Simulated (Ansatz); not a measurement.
**Trial structures of Zr4Cl: starts and ends**

Level of theory: DFT PBE, scalar-relativistic, plane waves, PAW in Ansatz 0.2.0. All cells share a 420 eV cutoff and Γ-centred k meshes spaced at most about 0.3 Å⁻¹ (about 0.25 or finer for metals, 2π included). No spin polarisation in the final relaxations.

Each guess was relaxed in cell and atoms at zero pressure, within the symmetry of its start. All energies are static (0 K, no zero-point motion). Coordination counts Zr atoms around Cl (those within 1.25 times the shortest such distance or 1.15 times the sum of covalent radii).

| guess | made from | start group | V start (Å³/atom) | end group | V end (Å³/atom) | coordination at the end | gap on mesh (eV) | E over the lowest end (meV/atom) |
| --- | --- | --- | --- | --- | --- | --- | --- | --- |
| 1 | random cell | Pm-3m | 18.7 | ? | ? | ? | ? | ? |
| 2 | random cell | R-3m | 18.7 | R-3m | 28.8 | Cl 6 | 0 | 1115 |
| 3 | random cell | P6/mmm | 18.8 | P6/mmm | 26.3 | Cl 6 | 0 | 1086 |
| 4 | PbF4 type | I4/mmm | 18.1 | I4/mmm | 21.7 | Cl 6 | 0 | 0 |
| 5 | random cell | P4/mmm | 21.7 | P4/mmm | 37.2 | Cl 4 | 0 | 1371 |

Guess 1 as it starts:

Space group Pm-3m (No. 221). a = 4.535 Å, b = 4.535 Å, c = 4.535 Å, α = 90.00°, β = 90.00°, γ = 90.00°
| atom | site | symmetry | x | y | z |
| --- | --- | --- | --- | --- | --- |
| Zr | 3d | 4/mm.m | 0.5000 | 0.0000 | 0.0000 |
| Zr | 1b | m-3m | 0.5000 | 0.5000 | 0.5000 |
| Cl | 1a | m-3m | 0.0000 | 0.0000 | 0.0000 |

**Question.** Predict the end of this guess and its energy over the lowest end.

**Answer.** It ends in space group Pm-3m (No. 221), with a = 4.831 Å, 22.5 Å³/atom and no gap; its coordination is Cl 6. It lies 134 meV/atom over the lowest end, above guess 4 and below guess 3. Counting Zr atoms around Cl, this end and the lowest (guess 4) both have Cl 6.

```cif
data_structure
_symmetry_space_group_name_H-M 'Pm-3m'
_symmetry_Int_Tables_number 221
_cell_length_a 4.8306
_cell_length_b 4.8306
_cell_length_c 4.8306
_cell_angle_alpha 90.000
_cell_angle_beta 90.000
_cell_angle_gamma 90.000
_cell_volume 112.72
loop_
_atom_site_label
_atom_site_type_symbol
_atom_site_symmetry_multiplicity
_atom_site_Wyckoff_symbol
_atom_site_fract_x
_atom_site_fract_y
_atom_site_fract_z
_atom_site_occupancy
Zr1 Zr 3 d 0.50000 0.00000 0.00000 1
Zr2 Zr 1 b 0.50000 0.50000 0.50000 1
Cl1 Cl 1 a 0.00000 0.00000 0.00000 1
```

Energies over the elements count from the elements' standard structures at the same level (Cl₂ as a molecule), with no fitted energy shifts.

**Question.** Is the lowest end bound against the elements?

**Answer.** Yes: its formation energy is −0.29 eV/atom. It lies below the elements, which doesn't yet make it stable against other compounds or structures.

A magnetic state wasn't ruled out in cells without spin, among them P6/mmm, P4/mmm. Cells relaxed within their symmetry can be saddle points. A lower structure may well exist outside this small set. Some structure types and database cells were kept out of the candidates from the start, so a known form may be missing.

Energy rises with volume across all five ends, from the compact I4/mmm cell to the very open P4/mmm one. Chlorine coordination can't explain this order, since four of the ends share Cl 6 yet differ widely in energy. In so metal-rich a composition, most of the cohesion comes from Zr–Zr bonding through delocalised 4d states, which the open frameworks probably sacrifice. The cubic end keeps a close-packed fcc-type metal lattice with Cl in octahedral holes. Its expansion from 4.535 to 4.831 Å suggests that chlorine is too large for these holes and stretches the metal bonds, a strain the tetragonal cell can probably relieve better.

The cubic end also remains bound against the elements, whereas the three open ones do not. Binding of −0.29 eV/atom is nevertheless modest for a pairing as electropositive and electronegative as Zr and Cl. Because the known zirconium chlorides form very exothermically, even the lowest end would probably decompose into zirconium metal and a chlorine-richer chloride.
